**Q:** I need to know whether a photoionisation detector with a lamp of about 11 eV would respond to ethyltrifluorosilane vapour. My PBE calculation puts the highest occupied orbital, the HOMO, at −8.05 eV. May I take 8 eV as the ionisation energy and order the detector?

**A:** Look first at how that level moves when the functional changes. Every row below has the same geometry, basis and closed-shell state, so the functional alone makes the difference.

Highest occupied (HOMO) and lowest empty (LUMO) orbital energies and their gap for gas-phase C2H5F3Si (SMILES CC[Si](F)(F)F), calculated with Ansatz 0.2.0 using the listed functionals and the def2-TZVPP basis at the PBE0-D4/def2-TZVP geometry. The shares of exact exchange follow from the functionals' definitions and are rounded to whole per cent.

| functional | class | exact exchange, short range (%) | exact exchange, long range (%) | HOMO (eV) | LUMO (eV) | gap (eV) |
| --- | --- | --- | --- | --- | --- | --- |
| SPW92 | LDA | 0 | 0 | -8.17 | -0.26 | 7.90 |
| PBE-D4 | GGA | 0 | 0 | -8.05 | -0.05 | 8.00 |
| revPBE-D4 | GGA | 0 | 0 | -8.00 | 0.05 | 8.05 |
| BLYP-D4 | GGA | 0 | 0 | -7.98 | -0.06 | 7.92 |
| r2SCAN-D4 | meta-GGA | 0 | 0 | -8.36 | 0.65 | 9.01 |
| B97M-V | meta-GGA | 0 | 0 | -8.47 | 0.14 | 8.60 |
| r2SCANh-D4 | global hybrid | 10 | 10 | -8.90 | 0.90 | 9.80 |
| B3LYP-D4 | global hybrid | 20 | 20 | -9.30 | 0.44 | 9.74 |
| PBE0-D4 | global hybrid | 25 | 25 | -9.50 | 0.78 | 10.29 |
| r2SCAN0-D4 | global hybrid | 25 | 25 | -9.70 | 1.26 | 10.96 |
| HSE06-D4 | screened hybrid | 25 | 0 | -9.09 | 0.41 | 9.51 |
| BHLYP-D4 | global hybrid | 50 | 50 | -10.90 | 1.40 | 12.31 |
| CAM-B3LYP-D4 | range-separated | 19 | 65 | -10.95 | 1.56 | 12.51 |
| LC-wPBE | range-separated | 0 | 100 | -12.28 | 2.92 | 15.20 |
| wB97X-V | range-separated | 17 | 100 | -11.93 | 2.70 | 14.62 |
| wB97M-V | range-separated | 15 | 100 | -11.78 | 2.27 | 14.05 |

**Q:** The HOMO moves by 4.3 eV, which is far more than I can live with. But the six functionals without exact exchange agree within half an electronvolt. Doesn't that speak for them?

**A:** They agree because they share an error. The exact functional would put the HOMO at minus the vertical ionisation energy, the cost of removing an electron before the nuclei move. The three functionals with 100 % exact exchange at long range usually come much closer to that condition, because they free an electron from its own repulsion at large distances. Here they place the level at least 3.3 eV deeper than any of your six (from −8.47 to −11.78 eV). Going from LDA through GGA to meta-GGA refines the description of the local density, but it leaves this error nearly untouched.

**Q:** What is the shared error?

**A:** In the simplest picture, half of an electron's repulsion with itself. Imagine $N$ electrons in which every pair repels by the same energy $C$. Each electron feels $N-1$ others, so the repulsion energy is $E=CN(N-1)/2$. Taking one electron away releases

$$E(N)-E(N-1)=C(N-1).$$

A semilocal functional, one that builds exchange from the density and similar quantities at each point, can get this total energy right. Its orbital energy, however, is the slope of a smooth curve $E(N)$, and that slope is $C(N-\tfrac12)$. The HOMO therefore sits too high by $C/2$.

An added electron would feel all $N$ others and cost $CN$, so the lowest empty orbital, the LUMO, sits too low by the same amount. Exact exchange works orbital by orbital. With a constant repulsion it removes the full self-repulsion from an occupied level and takes nothing from an empty one. Mixing it in should push the two sets of levels apart, though for real electrons not evenly: from PBE to PBE0 the HOMO drops by 1.45 eV and the LUMO rises by only 0.83 eV.

**Q:** Real electrons repel as $1/r$, not by a constant. Is there a pair of rows where your picture applies?

**A:** HSE06 and PBE0. Both use 25 % exact exchange at short range, but HSE06 lets it fade to zero at long range. The long-range part of the repulsion is $\mathrm{erf}(\omega r)/r$, where $r$ is the distance between two electrons and $\omega$ sets where the long range begins. In HSE06 $\omega$ is 0.11 per bohr, which corresponds to a distance of about 5 Å, roughly the length of this molecule.

Well within that distance the long-range repulsion is almost flat, close to $C=2\omega/\sqrt{\pi}$ in atomic units. A quarter of the exchange is at stake, and half of $C$ is the error. The occupied levels of PBE0 should then lie below those of HSE06 by

$$0.25\times\frac{\omega}{\sqrt{\pi}}=0.25\times\frac{0.11}{1.77}\times 27.2\ \text{eV}=0.42\ \text{eV}.$$

**Q:** And the calculation?

**A:** The HOMO is 0.41 eV lower in PBE0 and the LUMO 0.37 eV higher. The deepest valence level, some 25 eV below the HOMO, drops by 0.42 eV. Levels so different in depth shift together, as they should when the repulsion hardly depends on where in the molecule the electron is. The estimate used only the definition of the functional and no constant adjusted to this molecule.

**Q:** Then LC-wPBE puzzles me. It has no exact exchange at short range, yet it gives the deepest HOMO of all.

**A:** Its "long range" starts much closer in. The usual $\omega$ for LC-wPBE is 0.4 per bohr, so exact exchange takes over at little more than 1 Å, about a bond length. A valence orbital is wider than that, and much of its self-repulsion acts at distances where exact exchange is already in force. The column headings "short range" and "long range" therefore mean different distances in different functionals.

**Q:** Can I use the same formula for the drop from PBE to LC-wPBE?

**A:** On its own it gives 6.1 eV, while the computed drop is 4.23 eV. The repulsion is no longer flat across the orbital, so the constant overstates it. A simple repair is to spread the electron pair over distances with a Gaussian weight of effective length $L$. The shift for a full share of long-range exact exchange becomes

$$\Delta(\omega)=\frac{\omega}{\sqrt{\pi}}\,\frac{1}{\sqrt{1+\omega^2L^2}}.$$

For very large $\omega$ the long range covers all distances, and the shift tends to $1/(\sqrt{\pi}L)$. That limit is an ordinary global hybrid, so PBE and PBE0 can fix $L$. The HOMO drops by 1.45 eV between them for 25 % exact exchange, or 5.80 eV for a full share. Hence $L=27.2/(1.77\times5.80)=2.65$ bohr, which is 1.4 Å.

For LC-wPBE this gives

$$\Delta=\frac{6.14\ \text{eV}}{\sqrt{1+(0.4\times2.65)^2}}=4.2\ \text{eV},$$

in line with the computed drop. The LC-wPBE result played no part in choosing $L$, but the Gaussian shape is my choice, and another shape with the same limit would match less closely. I would not read $L$ as the measured size of an orbital, because it also absorbs whatever the Gaussian picture leaves out.

**Q:** So I should judge a functional by how much exact exchange the electron actually feels?

**A:** Yes, by an effective share. In this molecule the model gives 18 % for HSE06 and 73 % for LC-wPBE. CAM-B3LYP and BHLYP are built quite differently, but both come out near 50 %, and their HOMOs differ by only 0.05 eV. For a global hybrid the rule is simpler still: each 10 % of exact exchange lowers the HOMO by 0.5 to 0.6 eV in the PBE, BLYP and r2SCAN families. B3LYP lies somewhat outside, with 0.66 eV counted from BLYP; its semilocal part also contains some LDA, here with the VWN-RPA form of correlation, which deepens the levels by itself.

More is not always better, though. A full share at all distances would put the HOMO near −13.85 eV, which is too deep: when a real electron leaves, the others relax and correlation changes, and this offsets part of the self-repulsion that the constant picture counts. The three functionals with full long-range exchange have effective shares of 68 to 73 %, not 100 %.

**Q:** How far can I trust that rule?

**A:** I applied the effective share, with the slope taken from PBE and PBE0, to seven other hybrids, starting each from PBE, BLYP or r2SCAN, whichever is its closest semilocal relative. The typical miss (root mean square) is 0.09 eV against the computed HOMO. Four of the seven are global hybrids and test only the slope; the damping is really tried by CAM-B3LYP and LC-wPBE alone. It fails for wB97M-V, where a start from B97M-V puts the level 0.6 eV too deep. The semilocal part of wB97M-V was optimised afresh alongside its exact exchange, so B97M-V is only a stand-in for its parent. The rows point to this choice of parent: started from PBE, wB97M-V is missed by only 0.2 eV, and wB97X-V started from B97M-V would be missed by 0.5 eV.

**Q:** Back to my lamp. What do I conclude?

**A:** The functional decides the verdict. PBE0 has the HOMO at −9.50 eV, which would suggest that an 11 eV lamp ionises the molecule easily. The three functionals with full long-range exchange place it between −11.8 and −12.3 eV, which suggests that the lamp falls short. I give these three more weight on theoretical grounds, but they still differ among themselves by 0.5 eV, their range parameters are general-purpose values, and no row here is a reference value.

There is also a physical difference between the HOMO and what the detector registers. An ion can relax its geometry, so ionisation may set in below the vertical energy, by anything from a tenth of an electronvolt to the better part of one. That could use up your margin. An orbital energy is good enough for a first screening here, but not for the purchase.

**Q:** Do I need a much more expensive functional to settle it?

**A:** Probably not. In the picture with constant repulsion the semilocal total energy was right, and only its slope was wrong. So compute the molecule and its positive ion separately and subtract the total energies, letting the ion relax if you want the onset. With a common hybrid such as PBE0 this usually comes within a few tenths of an electronvolt for small molecules. If the answer still lies that close to the lamp energy, go on to a coupled-cluster calculation.

**Q:** Could I use the gap instead, as a measure of how hard the molecule is to excite or reduce?

**A:** I wouldn't. In every functional with exact exchange, and in revPBE, r2SCAN and B97M-V as well, the LUMO here lies above zero, so these calculations give no bound level for an extra electron. The basis lacks diffuse functions and keeps the level artificially compact; a more flexible basis would let it sink towards zero. Of the 15.20 eV gap in LC-wPBE, 2.92 eV comes from this part above zero. An optical excitation is yet another quantity, because the excited electron is attracted by the hole it leaves behind.

**Q:** Is there anything left for which plain PBE will do?

**A:** The spacing of the highest occupied levels is far less sensitive than their absolute positions. The two highest occupied levels are 0.8 eV apart in the LDA and 1.0 eV apart in LC-wPBE, although the HOMO itself moves by 4.1 eV between these two functionals. Exact exchange removes a similar self-repulsion from both levels, so most of the shift cancels. To sketch the first two bands of a photoelectron spectrum, a semilocal calculation shifted as a whole can serve, if an error of about 0.2 eV in this spacing is acceptable. Further down it is less reliable: from the fourth level on, the distance to the HOMO changes by more than half an electronvolt between the same two functionals.

**Q:** And what does each step cost?

**A:** A semilocal functional is the cheapest, since it needs only the density and related local quantities; the nonlocal VV10 correlation in B97M-V and the two wB97 functionals adds to the bill. Exact exchange couples pairs of orbitals and typically makes a molecular calculation a few times dearer. Range separation changes the form of the repulsion, not the kind of work, so wB97X-V costs about as much as a global hybrid, or up to roughly twice that. For a molecule of eleven atoms all of this is small change, and there is little reason to save on long-range exchange.

In a crystal the balance shifts. Long-range exact exchange is costly there, and the surrounding electrons weaken the repulsion at large distances. HSE06 suits that situation. An isolated molecule has no such surroundings, and here the HSE06 HOMO ends up 2.7 eV above that of wB97M-V (−9.09 against −11.78 eV). For your vapour I would take the level from a functional with full long-range exchange, then check it by the total-energy difference before ordering the lamp.
